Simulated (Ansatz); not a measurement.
# A series in volume scale on GdCd

Free energy against uniform scaling of the volume at fixed shape and fractions; periodic cell, basis, potentials, k mesh and filling as listed. The results are calculated, by Ansatz 0.2.0.

The cell before it is scaled or strained (space group Pm-3m, No. 221):
```
cell vectors (Å)
   3.7596     0.0000     0.0000
   0.0000     3.7596     0.0000
   0.0000     0.0000     3.7596
atoms (fractions of the cell vectors)
Gd  0.50000  0.50000  0.50000
Cd  0.00000  0.00000  0.00000
```

Settings of every row: functional PBEsol; dispersion none; potentials all-electron LAPW; k mesh 8x8x8; k shift 0x0x0; occupations fermi dirac; smearing width 0.15 eV; spin collinear.

Limits: coarse k mesh, up to 40 meV an atom off; state may not be the lowest; the cell comes from a prototype or a list of computed structures and needn't be the stable phase; with one magnetic atom in the cell only parallel moments are possible.

```csv
row,volume scale,V (Å³/atom),energy above lowest point (meV/atom)
1,0.94,24.976,5.1
2,0.97,25.773,0
3,1,26.57,3.3
4,1.03,27.367,13.6
5,1.06,28.164,?
```

Question: what energy above lowest point should row 5 give?

Worked fit of energy above lowest point. Take u = (V_r/V)^(2/3) − 1 with V_r = 26.172 Å³ an atom, which is twice the finite (Eulerian) strain; such expansions in the strain, on which the Birch-Murnaghan equation of state is built, carry the rest volume and the bulk modulus. The shown rows have u = 0.03167, 0.01029, -0.01001, -0.02933. Least squares give energy above lowest point = 0.69 − 161.9 × u + 9496 × u² meV/atom; a straight line predicts inner rows, each left out in turn, worse (root mean square 5.6 against 0.074 meV/atom). All shown rows lie on it to the printed digit. The withheld row has u = -0.04773, so the fit gives 0.69 − 161.9 × (-0.04773) + 9496 × (-0.04773)² = 30.1 meV/atom.

The calculation gave 29.9 meV/atom. The fit lies 0.2 meV/atom (0.67 % of the column's range) above it; its largest miss of a shown row is 0.0 meV/atom. This row lies beyond the range of the fit.
